## Results and discussion

Which electrons of a highly charged closed-shell ion follow an oscillating field, and up to what frequency? For Ni-like Cs27+ the question can be put to the polarisabilities at imaginary frequency from relativistic RPA, which enter dispersion coefficients and which test any oscillator picture without interference from resonances.

Dipole and quadrupole polarisabilities of Cs27+ (Z = 55, closed shell [Ar] 3d10) at imaginary frequency, computed with B-spline many-body code 1. The method is relativistic RPA (time-dependent Dirac-Hartree-Fock) with the no-pair Dirac-Coulomb Hamiltonian, a B-spline basis and a finite nucleus of rms radius 4.8041 fm.

| imaginary frequency (hartree) | dipole polarisability curve (bohr³) | quadrupole polarisability curve (bohr⁵) |
| --- | --- | --- |
| 0 | 0.01046 | 0.001425 |
| 2.96 | 0.01040 | 0.001416 |
| 7.41 | 0.01006 | 0.001374 |
| 14.8 | 0.009055 | 0.001249 |
| 22.2 | 0.007802 | 0.001093 |
| 29.6 | 0.006581 | 0.0009393 |
| 44.4 | 0.004633 | 0.0006823 |
| 59.3 | 0.003330 | 0.0004998 |
| 74.1 | 0.002481 | 0.0003758 |
| 104 | 0.001504 | 0.0002281 |
| 148 | 0.0008502 | 0.0001272 |
| 222 | 0.0004237 | 6.153e-05 |
| 296 | 0.0002537 | 3.593e-05 |
| 444 | 0.0001205 | 1.651e-05 |
| 741 | 4.575e-05 | 6.058e-06 |
| 1480 | 1.198e-05 | 1.537e-06 |

The imaginary frequency ω is in hartree. The dipole polarisability curve is called α₁ below, the quadrupole polarisability curve α₂, and α₁(0), α₂(0) are the static values. All rows belong to the same closed-shell state of 28 electrons. The printed analysis after this section lists the errors of each model row by row.

### What theory fixes

For excitations of energy ωₙ and oscillator strength fₙ > 0, linear response gives α(iω) = Σ fₙ/(ωₙ² + ω²). Every term falls smoothly with ω, so the monotonic fall in both columns is required and the curve is no absorption spectrum. Only its scale and shape carry information. With the moments S(k) = Σ fₙωₙᵏ, the low end is α ≈ S(−2) − ω²S(−4), and at the high end ω²α tends to S(0). For the nonrelativistic dipole S(0) is the number of electrons, 28, by the Thomas-Reiche-Kuhn sum rule. An excitation far below ω contributes fₙ to ω²α and one far above contributes almost nothing, so ω²α₁ roughly counts the electrons that respond as if free.

The scale is high because the ion is highly charged and its n = 3 shell is full. Transitions such as 3p → 3d are Pauli-blocked, and the cheapest ones lead to n = 4. The hydrogenic 3 → 4 energy, (Z²/2)(1/9 − 1/16), is 19 hartree for the charge 28 seen outside the ionised core and 74 hartree for the bare charge 55. The frequencies at which the curves halve, 39.3 hartree for the dipole and 42.5 for the quadrupole by interpolation, lie between these bounds.

A single oscillator, α = α(0)/(1 + ω²/ω₀²), can be solved for its frequency in every row: ω_eff = ω √(α/(α(0) − α)). If one energy carried the response, ω_eff would be constant. In general ω_eff² starts at S(−2)/S(−4) and ends at S(0)/S(−2), and the Cauchy-Schwarz inequality S(−2)² ≤ S(0)S(−4) puts the end above the start unless all ωₙ are equal. The drift of ω_eff therefore measures the width of the spectrum without any model.

### Only the 3d electrons

The tempting explanation gives the whole curve to the ten 3d electrons. They are the outermost, and the run's subshell analysis assigns them 79.3 % of the static dipole value. Ten electrons carrying α₁(0) need ω₀ = √(10/0.01046) = 30.9 hartree, and ω²α₁ could never exceed 10.

The table refutes this. The product ω²α₁ is 11.71 at 59.3 hartree and 26.24 at 1480, where the model is 62 % below the table. It fails at the low end too. The run's Cauchy moment S(−4) = 7.62 × 10⁻⁶ gives √(α₁(0)/S(−4)) = 37.1 hartree, and a single oscillator with this initial curvature needs the strength α₁(0)²/S(−4) = 14.4. The strength of a subshell need not equal its electron count, as discussed below, but a 3d shell enlarged to 14.4 is still overtaken at 104 hartree, where ω²α₁ is 16.27. Stretching it to the 26.24 of the last row would leave the other 18 electrons with less than two units of strength between them.

The error lies in reading a static share as a share of strength. The static value weights each excitation by 1/ωₙ², which favours the softest subshell, while the tail weights all strength equally. The reverse mistake is to take the run's mean excitation energy, 90.2 hartree, as the scale of the fall. It averages ln ωₙ with weight fₙ, includes the core in full and lies more than twice as high as the dipole half-value frequency.

### All electrons at one energy

The second explanation is the London-Unsöld picture of one oscillator for all electrons. With the sum-rule strength, ω₀ = √(28/0.01046) = 51.7 hartree. The static value and the asymptote are then built in, and the model lies above the table in every row of nonzero frequency, by up to 38 % of the table value near 74.1 and 104 hartree.

That sign follows from theory. Write α = Σ gₙ xₙ/(xₙ + ω²) with gₙ = fₙ/ωₙ² and xₙ = ωₙ². The function x/(x + ω²) is concave, so by Jensen's inequality the sum cannot exceed α(0) x̄/(x̄ + ω²), where x̄ = S(0)/S(−2) is the g-weighted mean. One oscillator with the correct static value and total strength is thus an upper bound, reached only by a spectrum of zero width.

Freeing ω₀ does not repair the shape. A least-squares fit to ln α₁ over the 15 rows of nonzero frequency, with α₁(0) fixed, gives 45.6 hartree, an error of +17 % at 59.3 and −17 % at 1480. The rounding of the table, mostly that of the three-figure frequencies, amounts to less than 0.9 % in any row. The dipole ω_eff rises in every step from 37.0 hartree at ω = 7.41 to 50.1 at 1480, within rounding between the two theoretical ends 37.1 and 51.7. The row at 2.96 fixes ω_eff only to ±1.6 hartree, since α₁ has barely left its static value, and its apparent excess lies within that rounding. The fitted 45.6 hartree is a compromise along this drift and marks no excitation.

### A ladder of subshell energies

The drift shows that the spectrum is wide; it does not say which electrons make it so. The third explanation ties the width to shell structure. Each subshell i receives one oscillator whose strength fᵢ is its electron count 2j + 1 and whose frequency follows from its static dipole part αᵢ in the run, ωᵢ = √(fᵢ/αᵢ). Nothing is fitted to the rows of the table. The static value and S(0) = 28 are ingredients and test nothing; the shape in between does. The frequencies form a ladder: about 35 hartree for 3d, 55 and 64 for 3p, 79 for 3s, 350 to 470 for n = 2 and about 3100 for 1s.

Take ω = 44.4, so ω² = 1971. The 3d5/2 part is 0.005038 bohr³, which gives ωᵢ² = 6/0.005038 = 1191 and a term 6/(1971 + 1191) = 0.00190. The parts 0.003258 (3d3/2), 0.001306 (3p3/2), 0.0004868 (3p1/2) and 0.0003188 (3s) give ωᵢ² = 1228, 3063, 4108 and 6273, and terms 0.001250, 0.000795, 0.000329 and 0.000243. The n ≤ 2 subshells are still nearly static and add 0.000054. The sum is 0.00457 bohr³ against 0.004633 in the table, 1.4 % low. The 3d terms have dropped to 38 % of their static parts (1191/3162 for 3d5/2) and the 3s term only to 76 % (6273/(1971 + 6273)), which is how the model produces the drift: as the soft subshells saturate, the stiffer ones set the curve.

The ladder matches the table to about 0.1 % up to 22.2 hartree, and it reproduces S(−4) to 1.8 % where the three single oscillators miss by 34 to 49 %. In the model the n ≤ 2 electrons grow from 0.5 % of α₁ at the static end to 30 % at 1480 hartree, which makes the model's ω²α₁ climb late. That share is a property of the model and is probably too large, since its core strengths prove doubtful below. Success of this kind supports the shell picture without proving it, and the subshell parts come from the coupled calculation, where the division among subshells is not unique.

The model also fails in a telling way. From 29.6 hartree upward it is too low in every row, most at 222 hartree with −8.2 %, far outside rounding. A spread of energies within each subshell cannot be the cause: by the bound above, replacing a subshell's spectrum by one oscillator errs upward. The strengths must be at fault, if the subshell parts behave as separate positive spectra. At 296 hartree the model gives ω²α₁ = 22.23 × (1 − 0.078) = 20.5, of which 14.6 %, or 3.0, comes from n ≤ 2. This is an upper bound for those shells as long as their strength does not exceed their electron count. The n = 3 shell must then supply at least 22.2 − 3.0 = 19.2, more than its 18 electrons.

Standard theory has such a shift. The one-electron sum rule counts transitions to occupied orbitals as well, upward ones such as 2p → 3d with positive strength and the matching downward ones with negative strength. Both are blocked, so inner shells lose strength and outer shells gain the same amount. The mean excitation energy points the same way: the model gives 112.8 hartree, 25 % above the run, as happens when too much strength sits in the core. The sign of both misfits agrees with this cause; that it accounts for their whole size is untested, and the relativistic loss of core strength also lowers the mean.

This changes how the early success of the ladder should be read. If 3d holds more than ten units of strength, its one oscillator moves up in frequency, and the good match at low frequency is lost unless 3d also has a width of its own, from n = 4 into the continuum. Two errors then partly cancel in the ladder: too little 3d strength and no width within the subshell. The drift is therefore expected to come both from differences between subshells and from the spread within each, in proportions that these rows do not fix.

At 1480 hartree ω²α₁ is still 1.8 short of 28. The ladder, which holds exactly 28, gives 25.8 there, largely because the 1s pair responds with only 1480²/(1480² + 3084²) = 0.19 of its strength. An unresponsive core therefore explains part of the gap, but how much is open, since the ladder seems to hold too much core strength. The no-pair relativistic sum also lies somewhat below 28, and these rows cannot separate the two effects. The Breit interaction, absent from the Dirac-Coulomb Hamiltonian, would act mainly on the same inner shells.

### The quadrupole and the role of coupling

The quadrupole spectrum is effectively narrower. Its ω_eff grows by a factor 1.23 between 14.8 and 1480 hartree against 1.33 for the dipole, and a single oscillator fitted in the same way (46.8 hartree) stays within 10 %. Between 296 and 1480 hartree ω²α₂ gains only 3.367/3.148 = 1.07, while ω²α₁ gains 26.24/22.23 = 1.18. Theory supplies the reason: the quadrupole sum rule is proportional to Σ⟨r²⟩ over the electrons, so the compact n ≤ 2 shells add little late strength, whereas the dipole sum counts every electron equally.

The later halving of α₂ goes with its static make-up, 52 % 3d and 41 % 3p, where the dipole has 79 % and 17 %. More weight lies on the stiffer 3p electrons. A plausible reason, untested here, is that 3p → 4f is open to the quadrupole at n = 4 while 3d → g starts at n = 5, and that the dipole has lost 3p → 3d to blocking. Borrowing the dipole ωᵢ for the static quadrupole parts is a crude transfer and overshoots in every row, by 10 to 11 % from 104 hartree upward. The two multipoles reach different final states, and the dipole ladder does not carry over better than that.

Coupling between the excitations is a small correction at zero frequency. RPA coupling lowers α₁(0) by 1.9 % and raises α₂(0) by 4.4 % relative to the uncoupled values, as expected where the nuclear field dominates the interaction between electrons. Whether it stays that small along the curve is untested. Correlation beyond RPA is left out throughout, so the comparisons above judge the models against this level of theory and not against measurement.

### Neighbouring ions

Along the Ni-like sequence towards higher charge, hydrogenic scaling raises the n = 3 → 4 energies roughly as the square of the screened charge and lowers α₁(0) as its fourth power; differences in screening within n = 3 shrink in ratio, which by itself would make the early part of the curve look more like one oscillator. Spin-orbit splitting works against this, since it grows roughly as the fourth power of the charge. Towards Zn2+ and Cu+ the 3d shell becomes much softer than 3p, the spread widens and coupling matters more. A change of configuration alters the shape outright. Emptying the 3d shell (Ar-like) opens 3p → 3d, and adding a 4s² pair (Zn-like) opens 4s → 4p. These transitions within a shell lie far lower, so the curve would drop early and then fall more slowly, through the excitations that leave the n = 3 shell.

### Consequence for integrals over the curve

The coefficient C₆ = (3/π)∫α₁² dω serves as an integral test, although dispersion between two such ions is negligible beside their Coulomb repulsion. One oscillator gives C₆ = (3/4)α₁(0)²ω₀. Relative to the run's 0.00326 hartree bohr⁶, ten electrons give −22 %, 28 electrons +30 %, the fitted oscillator +15 % and the ladder −1.4 %. The ladder does well because α₁² is concentrated at low frequency, where its errors are smallest. For the same reason the Cauchy frequency is the best single choice among those tried: 0.75 × 0.01046² × 37.1 = 0.00304, about 7 % low. For this ion the working rule is to take ω₀ from S(−2)/S(−4) when the quantity is weighted towards low frequency, not from the count of all electrons or of the 3d electrons, and to resolve the subshells as soon as the curve beyond its half-value frequency matters, with the core included above roughly 100 hartree.

Output of the analysis:

```
w (hartree) | dipole: w^2*a, w_eff +- rounding | quadrupole: same (a.u.)
   2.96 |   0.09  38.2 +-1.6 |  0.012  37.6 +-1.1
   7.41 |   0.55  37.0 +-0.3 |  0.075  38.5 +-0.2
  14.80 |   1.98  37.5 +-0.1 |  0.274  39.5 +-0.2
  22.20 |   3.85  38.0 +-0.1 |  0.539  40.3 +-0.1
  29.60 |   5.77  38.5 +-0.1 |  0.823  41.2 +-0.1
  44.40 |   9.13  39.6 +-0.0 |  1.345  42.6 +-0.1
  59.30 |  11.71  40.5 +-0.0 |  1.758  43.6 +-0.0
  74.10 |  13.62  41.3 +-0.0 |  2.063  44.4 +-0.0
 104.00 |  16.27  42.6 +-0.2 |  2.467  45.4 +-0.2
 148.00 |  18.62  44.0 +-0.2 |  2.786  46.3 +-0.2
 222.00 |  20.88  45.6 +-0.1 |  3.032  47.2 +-0.1
 296.00 |  22.23  46.7 +-0.1 |  3.148  47.6 +-0.1
 444.00 |  23.75  47.9 +-0.1 |  3.255  48.1 +-0.1
 741.00 |  25.12  49.1 +-0.0 |  3.326  48.4 +-0.0
1480.00 |  26.24  50.1 +-0.2 |  3.367  48.6 +-0.2
w | error % dipole: f=10, f=28, fit, subshell | quad: fit, subshell | rounding % | model n<=2 share %
   2.96 |  -0.3   0.3   0.2  -0.0 |   0.2   0.1 | 0.05 | 0.5
   7.41 |  -1.6   1.9   1.3   0.1 |   1.2   0.6 | 0.05 | 0.5
  14.80 |  -6.0   6.8   4.5   0.1 |   3.7   1.8 | 0.10 | 0.6
  22.20 | -11.5  13.2   8.4  -0.0 |   6.4   3.2 | 0.12 | 0.7
  29.60 | -17.1  19.8  11.8  -0.4 |   8.3   4.4 | 0.13 | 0.8
  44.40 | -26.3  30.0  15.9  -1.4 |   9.8   6.5 | 0.14 | 1.2
  59.30 | -32.9  35.8  16.7  -2.5 |   9.3   8.1 | 0.13 | 1.7
  74.10 | -37.5  38.2  15.7  -3.6 |   8.0   9.2 | 0.12 | 2.2
 104.00 | -43.5  38.0  12.1  -5.4 |   5.1  10.3 | 0.86 | 3.6
 148.00 | -48.5  34.0   6.6  -7.3 |   1.7  10.5 | 0.63 | 6.0
 222.00 | -53.0  27.2  -0.1  -8.2 |  -1.6  10.3 | 0.44 | 10.5
 296.00 | -55.5  22.2  -4.5  -7.8 |  -3.4  10.1 | 0.35 | 14.6
 444.00 | -58.1  16.3  -9.5  -5.9 |  -5.3  10.2 | 0.26 | 20.5
 741.00 | -60.3  10.9 -13.8  -3.3 |  -6.7  10.6 | 0.15 | 26.2
1480.00 | -61.9   6.6 -17.3  -1.6 |  -7.5  10.8 | 0.72 | 30.4
worst error % (at w), same order: -61.9 (1480), +38.2 (74.1), -17.3 (1480), -8.2 (222), +9.8 (44.4), +10.8 (1480)
one-oscillator w0 (hartree): f=10 30.9, f=28 51.7, fit dipole 45.6, fit quadrupole 46.8
subshell w_i (hartree): 1s 3084, 2s 473, 2p- 378, 2p+ 354, 3s 79.2, 3p- 64.1, 3p+ 55.3, 3d- 35.0, 3d+ 34.5
static shares %: dipole 3d 79.3, 3p 17.1, 3s 3.0, n<=2 0.53; quadrupole 3d 51.6, 3p 40.9, 3s 7.4, n<=2 0.12
half-value w (1/a interpolated in w^2): dipole 39.3, quadrupole 42.5 hartree
run: sqrt(a0/S(-4)) = 37.1 hartree; effective electrons a0^2/S(-4) = 14.4
Cauchy S(-4) error %, f=10, f=28, fit, subshell: +43.6, -48.7, -33.9, -1.8
C6 error %, f=10, f=28, fit, subshell: -22.1, +30.3, +14.8, -1.4
mean excitation energy (hartree): run 90.2, subshell model 112.8 (+25 %)
w_eff(last)/w_eff(14.8): dipole 1.33, quadrupole 1.23; last dipole w^2*a: table 26.2, subshell 25.8
static coupled vs uncoupled: dipole -1.9 %, quadrupole +4.4 %
```
